Every number today comes from one observation: if the energy of a stationary state is known in closed form as a function of a parameter, an expectation value follows without doing an integral. I will prove the statement, use it on the hydrogenic atom, and then compare the vibrational amplitude of N$_2$ with that of four other diatomics.

\section*{The theorem}

Let $H(\lambda)$ be Hermitian, on a domain that does not change with the real parameter $\lambda$, and let $\psi(\lambda)$ be a normalized nondegenerate eigenstate, differentiable in $\lambda$. Differentiate $E=\langle\psi|H|\psi\rangle$:
\begin{equation}
\frac{dE}{d\lambda}=\Big\langle\psi\Big|\frac{\partial H}{\partial\lambda}\Big|\psi\Big\rangle+\langle\partial_\lambda\psi|H|\psi\rangle+\langle\psi|H|\partial_\lambda\psi\rangle .
\end{equation}
In the last two terms $H$ acts on $\psi$, to the right or, by hermiticity, to the left, and returns $E$. Their sum is $E\,\partial_\lambda\langle\psi|\psi\rangle=0$, and so
\begin{equation}
\frac{dE}{d\lambda}=\Big\langle\psi\Big|\frac{\partial H}{\partial\lambda}\Big|\psi\Big\rangle ,
\label{hf}
\end{equation}
the theorem of Hellmann (1937) and Feynman (1939). The state does respond to $\lambda$, but the response drops out of the first derivative.

\textbf{Question.} \emph{What happens at a degeneracy?}

The slopes of the branches that leave the degenerate level are the eigenvalues of $\partial_\lambda H$ within the degenerate subspace, and Eq.~(\ref{hf}) holds for the eigenvectors of that block. An arbitrary combination gives a weighted mean of the slopes.

\section*{Hydrogenic averages}

Take hartree atomic units, a fixed point nucleus of charge $Z$ and no relativity. With $\psi=u(r)Y_{lm}/r$ and $\int_0^\infty u^2dr=1$,
\begin{equation}
H_l=-\frac12\frac{d^2}{dr^2}+\frac{l(l+1)}{2r^2}-\frac{Z}{r}.
\end{equation}
Insert $u=r^{l+1}e^{-\kappa r}\sum_j c_jr^j$ with $E=-\kappa^2/2$. Matching powers gives
\begin{equation}
c_{j+1}=\frac{2[\kappa(j+l+1)-Z]}{(j+1)(j+2l+2)}\,c_j .
\end{equation}
A normalizable solution needs the series to stop at some $j=n_r$, the number of radial nodes, so that
\begin{equation}
E=-\frac{Z^2}{2(n_r+l+1)^2},\qquad n\equiv n_r+l+1 .
\end{equation}
No step required $l$ or $Z$ to be an integer, so both may serve as $\lambda$. For $Z$ we have $\partial_ZH_l=-1/r$ and $\partial_ZE=-Z/n^2$. For $l$, at fixed $n_r$, we have $\partial_lH_l=(l+\frac12)/r^2$ and $\partial_lE=Z^2/n^3$. Therefore
\begin{equation}
\Big\langle\frac1r\Big\rangle=\frac{Z}{n^2},\qquad
\Big\langle\frac1{r^2}\Big\rangle=\frac{Z^2}{n^3(l+\frac12)} .
\label{hyd}
\end{equation}

\textbf{Question.} \emph{The hydrogen levels are degenerate and $l$ is an integer. Have you not broken your own conditions twice?}

No, because the theorem is applied to $H_l$, a one-dimensional operator whose bound levels are nondegenerate. The radial problems at integer $l$ are members of a continuous family, and the label carried along the family is the node count $n_r$. Holding $n$ fixed instead would give zero for a positive operator. What does need a look is hermiticity at the origin, since the behaviour $u\simeq Ar^{l+1}$ depends on the parameter. Moving $H_l$ to the left leaves a surface term proportional to $u\,\partial_r\partial_lu-\partial_ru\,\partial_lu$, which tends to $A^2r^{2l+1}$ and vanishes for $l>-\frac12$. So $s$ states are safe, and the pole of Eq.~(\ref{hyd}) at $l=-\frac12$ sits where the integral $\int u^2r^{-2}dr$ starts to diverge.

\begin{center}
\begin{tabular}{lcccccc}
\hline
state & 1s & 2s & 2p & 3s & 3p & 3d\\
\hline
$\langle r^{-1}\rangle/Z$ & 1 & 1/4 & 1/4 & 1/9 & 1/9 & 1/9\\
$\langle r^{-2}\rangle/Z^2$ & 2 & 1/4 & 1/12 & 2/27 & 2/81 & 2/135\\
$\langle r^{-2}\rangle/\langle r^{-1}\rangle^2$ & 2 & 4 & 4/3 & 6 & 2 & 6/5\\
\hline
\end{tabular}
\end{center}

The first row is blind to $l$ because the energy is: all states of a shell move together when $Z$ changes. It also contains the virial theorem, $\langle V\rangle=-Z^2/n^2=2E$. The second row weights the region near the nucleus, which the centrifugal barrier empties. The third row is $n/(l+\frac12)$, independent of $Z$ and larger than one, as a mean square over a squared mean must be. It is largest for penetrating $s$ states and falls to $n/(n-\frac12)$ for the nodeless ones.

The same table serves a shallow donor in a semiconductor with one isotropic conduction valley. Put $Z=1$ and measure lengths in $a^*=a_0\,\epsilon\,m_e/m^*$; the level $n$ is bound by $R^*/n^2$ with $R^*=\mathrm{Ry}\,(m^*/m_e)/\epsilon^2$. With inputs typical of GaAs, $m^*=0.067\,m_e$ and static permittivity $\epsilon=12.9$, this model has $a^*=10$~nm and $R^*=5.5$~meV. The length $\langle r^{-1}\rangle^{-1}$ is 41~nm for both 2s and 2p, whereas $\langle r^{-2}\rangle^{-1/2}$ is 7.2, 20 and 35~nm for 1s, 2s and 2p. Taking $\lambda=\epsilon$, the operator is $+e^2/(4\pi\epsilon_0\epsilon^2r)$, and the 1s level rises by $2R^*/\epsilon=0.85$~meV per unit of $\epsilon$. The model has no central-cell potential, so it cannot tell one donor element from another.

\section*{The vibration of N$_2$}

On the Born--Oppenheimer curve of a non-rotating diatomic let $x=r-r_e$, with reduced mass $\mu$ and force constant $k$:
\begin{equation}
H=\frac{p^2}{2\mu}+\frac12kx^2,\qquad E_v=\hbar\sqrt{k/\mu}\,\big(v+\tfrac12\big).
\end{equation}
Here $\partial_kH=x^2/2$, and since $E_v\propto k^{1/2}$, $\partial_kE_v=E_v/2k$. Hence
\begin{equation}
\langle x^2\rangle_v=\frac{E_v}{k}=(2v+1)\,\sigma_0^2,\qquad
\sigma_0^2=\frac{\hbar}{2\sqrt{k\mu}}=\frac{C}{\mu\,\omega_e},
\label{sig}
\end{equation}
where $\omega=\sqrt{k/\mu}=2\pi c\,\omega_e$ defines the wavenumber $\omega_e$, and $C=h/8\pi^2c=16.858$~u\,\AA$^2$\,cm$^{-1}$. Taking $\lambda=\mu$ gives $\langle p^2\rangle/2\mu=-\mu\,\partial_\mu E_v=E_v/2$, the other half of the energy.

For N$_2$ I take the approximate inputs $\mu=7.00$~u and $\omega_e=2359$~cm$^{-1}$. Then $\omega=4.444\times10^{14}$~s$^{-1}$, $k=\mu\omega^2=22.95$~aJ/\AA$^2$ (the same as mdyn/\AA), and $E_0=1179.5$~cm$^{-1}$, which is $0.02343$~aJ. The ratio is $\langle x^2\rangle_0=1.02\times10^{-3}$~\AA$^2$, a root-mean-square amplitude of 3.2~pm.

The constant $C$ is the one in the rotational constant, $B_e=C/\mu r_e^2$, so
\begin{equation}
\frac{\sigma_0^2}{r_e^2}=\frac{B_e}{\omega_e}.
\end{equation}
The small parameter that lets us separate rotation from vibration is the squared relative amplitude itself.

Now the comparison. H$_2$, N$_2$ and O$_2$ are furnace gases of silicon processing, SiO is the species that leaves a hot silicon surface at low oxygen pressure, and $^7$Li$_2$ stands for a very soft bond. The first four numerical columns are approximate inputs, with $\omega_ex_e$ the anharmonicity constant. The others are results of the model for $v=0$, and I will explain the last one shortly.

\begin{center}
\begin{tabular}{lcccc|cccc}
\hline
 & $\mu$ & $\omega_e$ & $\omega_ex_e$ & $r_e$ & $k$ & $\sigma_0$ & $\sigma_0/r_e$ & $15x_e/4$\\
 & u & cm$^{-1}$ & cm$^{-1}$ & \AA & aJ/\AA$^2$ & pm & & \%\\
\hline
H$_2$ & 0.504 & 4401 & 121 & 0.741 & 5.75 & 8.7 & 0.12 & 10\\
N$_2$ & 7.00 & 2359 & 14.3 & 1.098 & 23.0 & 3.2 & 0.029 & 2.3\\
O$_2$ & 8.00 & 1580 & 12.0 & 1.208 & 11.8 & 3.7 & 0.030 & 2.8\\
SiO & 10.18 & 1242 & 6.0 & 1.510 & 9.25 & 3.7 & 0.024 & 1.8\\
Li$_2$ & 3.51 & 351 & 2.6 & 2.673 & 0.255 & 12 & 0.044 & 2.8\\
\hline
\end{tabular}
\end{center}

Equation~(\ref{sig}) says $\sigma_0\propto(k\mu)^{-1/4}$, whereas $\omega_e\propto(k/\mu)^{1/2}$. The frequency sees the ratio and the amplitude sees the product, so a high frequency does not mean a small amplitude. H$_2$ has the highest frequency and the second largest amplitude. Relative to H$_2$, nitrogen is 4.0 times stiffer and 14 times heavier, a factor 55 in $k\mu$, and the fourth root turns that into only 2.7 in $\sigma_0$. Most of that contrast is mass. Relative to Li$_2$, nitrogen is 90 times stiffer and 2.0 times heavier, a factor 180 in the product and 3.7 in amplitude, and this time most of it is stiffness. O$_2$ and SiO show the compensation cleanly. The products $\mu\omega_e$ are 12640 and 12644~u\,cm$^{-1}$, equal within the precision of the inputs: the softer bond belongs to the heavier pair. In the relative amplitude the order of H$_2$ and Li$_2$ reverses, because the lithium bond is so long.

\textbf{Question.} \emph{Real bonds are anharmonic. How many of those digits survive?}

The theorem itself gives the answer. Add $g_3x^3+g_4x^4$ to the potential. In the harmonic basis $\langle0|x^4|0\rangle=3\sigma_0^4$, $\langle1|x^3|0\rangle=3\sigma_0^3$ and $\langle3|x^3|0\rangle=\sqrt6\,\sigma_0^3$. First order in $g_4$ and second order in $g_3$ then give
\begin{equation}
E_0=\frac{\hbar\omega}{2}+3g_4\sigma_0^4-\frac{11g_3^2\sigma_0^6}{\hbar\omega}.
\end{equation}
At fixed $g_3$ and $g_4$ the operator $\partial_kH$ is still $x^2/2$. The three terms scale as $k^{1/2}$, $k^{-1}$ and $k^{-2}$, and with $\hbar\omega=2k\sigma_0^2$,
\begin{equation}
\langle x^2\rangle_0=2\,\partial_kE_0=\sigma_0^2-\frac{6g_4\sigma_0^4}{k}+\frac{22g_3^2\sigma_0^4}{k^2}.
\end{equation}
One constant $x_e$ cannot fix two coefficients, so I assume a shape, the Morse curve $D(1-e^{-ax})^2$. Its expansion has $k=2Da^2$, $g_3=-ka/2$ and $g_4=7ka^2/24$, and its levels have $hc\,\omega_ex_e=\hbar^2a^2/2\mu$, which means $a^2\sigma_0^2=x_e$. The correction is $(-\frac74+\frac{11}{2})a^2\sigma_0^4$, so
\begin{equation}
\langle x^2\rangle_0\simeq\sigma_0^2\Big(1+\frac{15}{4}x_e\Big).
\end{equation}
That is the last column, and the amplitude changes by half that percentage. Two figures of $\sigma_0$ are thus reasonable for the heavier molecules, while for H$_2$ the second figure moves. The series can be tested, because in the Morse ground state the variable $z=x_e^{-1}e^{-ax}$ has a gamma distribution of shape $s=x_e^{-1}-1$, which gives
\begin{equation}
a^2\langle x^2\rangle_0=\Psi'(s)+\big[\ln x_e^{-1}-\Psi(s)\big]^2
\end{equation}
with $\Psi$ the digamma function. For the H$_2$ inputs this exact Morse increase is 10.7\% against 10.3\% from the series. The tie between O$_2$ and SiO is finer than these corrections and should be read as a tie at the per cent level.

\textbf{Question.} \emph{Does the trick with a continuous $l$ have a molecular counterpart?}

It carries over unchanged. The rotating diatomic has the term $\hbar^2J(J+1)/2\mu r^2$, and for levels $E=hc[G_v+B_vJ(J+1)-D_vJ^2(J+1)^2+\dots]$ the derivative at $J=0$ gives $B_v=(C/\mu)\langle r^{-2}\rangle_v$. Expanding in $x/r_e$,
\begin{equation}
\frac{B_0}{B_e}-1\simeq-\frac{2\langle x\rangle_0}{r_e}+\frac{3\sigma_0^2}{r_e^2}.
\end{equation}
Here the harmonic model fails outright. The mean force vanishes in a bound state, which is Eq.~(\ref{hf}) for a rigid shift of the potential. To leading order $k\langle x\rangle+3g_3\langle x^2\rangle=0$, so $\langle x\rangle_0=\frac32a\sigma_0^2$ for the Morse curve. With the N$_2$ inputs $a=2.44$~\AA$^{-1}$ and $\langle x\rangle_0=0.37$~pm. The harmonic term is $+0.25\%$, the cubic term $-0.68\%$, and the sum $-0.43\%$. Anharmonicity is a small correction for $\langle x^2\rangle$ and decides the sign for $B_0-B_e$, because $\langle x\rangle_0/r_e$ is of the same order as $\sigma_0^2/r_e^2$.

\section*{Cold and hot regimes}

For the free energy $F=-k_BT\ln\sum_ve^{-E_v/k_BT}$ the derivative at fixed $T$ is $\partial_\lambda F=\sum_vp_v\,\partial_\lambda E_v$ with Boltzmann populations $p_v$, so the theorem holds with a thermal average. The oscillator has $F=k_BT\ln[2\sinh(\theta/2T)]$ with $\theta=\hbar\omega/k_B\propto k^{1/2}$, and
\begin{equation}
\langle x^2\rangle_T=2\,\partial_kF=\sigma_0^2\coth\frac{\theta}{2T}\;\longrightarrow\;\sigma_c^2=\frac{k_BT}{k}\quad(T\gg\theta).
\end{equation}
At 300~K the hyperbolic cotangent exceeds one by only $2.4\times10^{-5}$ for N$_2$. At 1300~K, an approximate oxidation-furnace temperature, the harmonic model gives the following, with $\sigma_T=\langle x^2\rangle_T^{1/2}$.

\begin{center}
\begin{tabular}{lccccc}
\hline
 & $\theta$ (K) & $\coth(\theta/2T)$ & $\sigma_T$ (pm) & $\sigma_c$ (pm) & $\delta$ (\%)\\
\hline
N$_2$ & 3394 & 1.16 & 3.4 & 2.8 & 6\\
O$_2$ & 2273 & 1.42 & 4.4 & 3.9 & 11\\
SiO & 1787 & 1.68 & 4.7 & 4.4 & 9\\
\hline
\end{tabular}
\end{center}

The mass leaves the formula as the temperature rises: the law crosses from $(k\mu)^{-1/4}$ to $k^{-1/2}$. The tie between SiO and O$_2$ is therefore lifted. The ratio of their $\langle x^2\rangle$ is 1.18 at 1300~K and tends to the inverse ratio of the force constants, 1.27. N$_2$ stays closest to its zero-point value, and a classical simulation of this model would give it too narrow a bond-length distribution.

The column $\delta$ sizes what the model omits. In the classical limit the bond length of a freely rotating Morse molecule has the weight $r^2e^{-V/k_BT}$. Expanding about the Gaussian to first order in $\sigma_c^2$ gives the relative increase of $\langle x^2\rangle$,
\begin{equation}
\delta=\sigma_c^2\Big(\frac{31}{4}a^2+\frac{12a}{r_e}+\frac{2}{r_e^2}\Big).
\end{equation}
These molecules are not classical at 1300~K, so $\delta$ is an estimate of size only. For N$_2$ it is about a third of the harmonic thermal increase. For O$_2$ and SiO the two estimates are alike, so they leave the ordering in place.

\section*{Approximate states and second derivatives}

\textbf{Question.} \emph{We never have exact states. What remains of the theorem in a calculation?}

For a normalized trial state with parameters $\mathbf c$, the derivative of $E(\lambda,\mathbf c(\lambda))$ is $\langle\partial_\lambda H\rangle+\nabla_{\mathbf c}E\cdot\partial_\lambda\mathbf c$. The extra term vanishes if the energy is stationary in every parameter through which the state follows $\lambda$. Take a Gaussian $e^{-\zeta r^2}$ for the hydrogenic ground state, for which $\langle r^{-1}\rangle=2\sqrt{2\zeta/\pi}$ and $E=\frac32\zeta-2Z\sqrt{2\zeta/\pi}$. At the optimum, $\zeta=8Z^2/9\pi$, we get $E=-4Z^2/3\pi$, and both $-dE/dZ$ and $\langle r^{-1}\rangle$ equal $8Z/3\pi=0.849\,Z$. The theorem is obeyed, yet the value has an error of 15\% against the exact $Z$. Now impose $\zeta=Z^2$. At $Z=1$ the energy derivative is $-0.192$ while $\langle\partial_ZH\rangle=-1.596$. The gap is the response of a non-stationary parameter. Atom-centred basis functions that move with the nuclei produce the same kind of term in forces, the one associated with Pulay (1969), while a plane-wave basis in a fixed cell does not depend on nuclear positions and has none. In Kohn--Sham theory the energy is stationary in the orbitals, so first derivatives need only the ground-state solution.

\textbf{Question.} \emph{And where does response theory enter?}

One derivative later. Differentiating Eq.~(\ref{hf}) brings in $\partial_\lambda\psi$, and first-order perturbation theory for real states gives
\begin{equation}
\frac{d^2E_0}{d\lambda^2}=\langle0|\partial_\lambda^2H|0\rangle-2\sum_{m\neq0}\frac{\langle m|\partial_\lambda H|0\rangle^2}{E_m-E_0}.
\end{equation}
For $\lambda=k$ only $m=2$ contributes, with $\langle2|x^2/2|0\rangle=\sigma_0^2/\sqrt2$ and $E_2-E_0=2\hbar\omega$. The sum is $-\sigma_0^4/2\hbar\omega=-\hbar\omega/8k^2$, which is the second derivative of $\frac12\hbar\sqrt{k/\mu}$. The sign is general: a ground-state energy is concave in any parameter that enters $H$ linearly, so $\langle x^2\rangle_0$ must fall as $k$ grows and $\langle r^{-1}\rangle$ must rise with $Z$. Density functional perturbation theory obtains the first-order orbitals from a self-consistent linear equation in place of this sum, and its second derivative with respect to the bond length is the force constant $k$ that Eq.~(\ref{sig}) turns into an amplitude.